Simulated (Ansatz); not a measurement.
## From O to Se: the dipole moment

Gas-phase molecules, one atom swapped for its congeners: B(CH3)2(OH); B(CH3)2(SH); B(CH3)2(SeH). All are singlets with charge 0.

Shapes, held fixed at every level: PBE0-D4/def2-TZVP. Programs: Ansatz 0.2.0. Values in D.

```json
{"level": "PBE-D4/def2-TZVPP", "B(CH3)2(OH)": "1.34", "B(CH3)2(SH)": "1.08", "B(CH3)2(SeH)": "1.05"}
{"level": "r2SCAN-D4/def2-TZVPP", "B(CH3)2(OH)": "1.38", "B(CH3)2(SH)": "1.18", "B(CH3)2(SeH)": "1.20"}
{"level": "B3LYP-D4/def2-TZVPP", "B(CH3)2(OH)": "1.40", "B(CH3)2(SH)": "1.11", "B(CH3)2(SeH)": "1.11"}
{"level": "wB97M-V/def2-TZVPP", "B(CH3)2(OH)": "1.41", "B(CH3)2(SH)": "1.13", "B(CH3)2(SeH)": "1.18"}
```

At wB97M-V/def2-TZVPP the dipole moment isn't monotonic: it is largest for O and smallest for S (1.41 and 1.13 D). 2 of 4 levels show this order throughout; 2 agree on the largest and the smallest. Relativity is left out for Se.

Replacing oxygen by sulfur lowers the dipole moment at every level, whereas going on to selenium changes it little. The sign of that second step depends on the functional: PBE gives a slight fall, B3LYP no change, and r2SCAN and wB97M-V a small rise. The minimum at sulfur is therefore not established, while oxygen's place at the top is.

The large first step fits the electronegativities. Oxygen polarises both its bond to boron and its bond to hydrogen strongly, while sulfur and selenium resemble each other and hold a much less polar bond to hydrogen. The drop is probably moderated by the longer bonds of the heavier atoms, which give a larger moment for the same charge separation, and by lone-pair donation into the empty boron p orbital, which opposes the σ polarisation and is usually most effective for oxygen. Because only magnitudes are given, similar totals for the thiol and selenol need not mean similar charge distributions, nor does the smaller moment by itself measure the polarity of the boron–chalcogen bond.
